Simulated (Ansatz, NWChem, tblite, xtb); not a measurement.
# C3H4AlF (SMILES C#[C][Al]([CH3])[F]): the dipole moment, rung by rung

C3H4AlF has 9 atoms, charge 0, and is taken as a singlet. As SMILES, `C#[C][Al]([CH3])[F]`. Geometry: relaxed at PBE0-D4/def2-TZVP.

Each level gives the dipole moment (D). The values are calculated.

```
                             level            kind  program  value (D)   CPU time
                         IPEA1-xTB  semi-empirical   tblite       3.15  under 2 s
                          GFN2-xTB  semi-empirical      xtb       2.49  under 2 s
                          GFN1-xTB  semi-empirical   tblite       3.00  under 2 s
                          GFN0-xTB  semi-empirical      xtb       2.60  under 2 s
                         HF/STO-3G    Hartree–Fock   NWChem       0.85      2.7 s
                          HF/3-21G    Hartree–Fock   Ansatz       2.26      1.8 s
                       HF/def2-SVP    Hartree–Fock   Ansatz       2.14        7 s
                       PBE/cc-pVDZ             GGA   Ansatz       1.95       14 s
                     PBE/6-311+G**             GGA   Ansatz       2.09       21 s
B3LYP/6-31G* (spherical functions)   global hybrid   Ansatz       1.89       14 s
```

The values span 0.85 to 3.15 D. Magnitudes only: a small dipole may point the other way at some levels. Sets without polarisation functions give poor dipoles. Without the sets that lack polarisation functions the rows with a basis span only 1.89 to 2.14 D. CPU times are rough (shared hosts, several kinds of processor): they show what a rung costs within a factor of a few.

The polarised-basis rows agree on a clearly polar molecule with a moment near 2 D, while all four tight-binding values lie higher, from 2.49 to 3.15 D. The moment reflects incomplete cancellation around three-coordinate aluminium. The electropositive metal gives up density to fluorine and to both carbon ligands, so the bond dipoles partly oppose one another. Fluorine is the strongest acceptor, and the sp carbon of the ethynyl group draws density more strongly than the sp3 carbon of methyl. Being a difference between larger contributions, the total responds sharply to small changes in the charge distribution, and the very low HF/STO-3G value probably reflects a minimal basis too rigid to describe the charge build-up on fluorine.

Within PBE, changing the basis moves the moment from 1.95 to 2.09 D, a shift comparable to the differences between the Hartree–Fock and density-functional rows. Because no two of these methods share a polarised basis, the table cannot isolate the effect of exact exchange or correlation on the dipole.
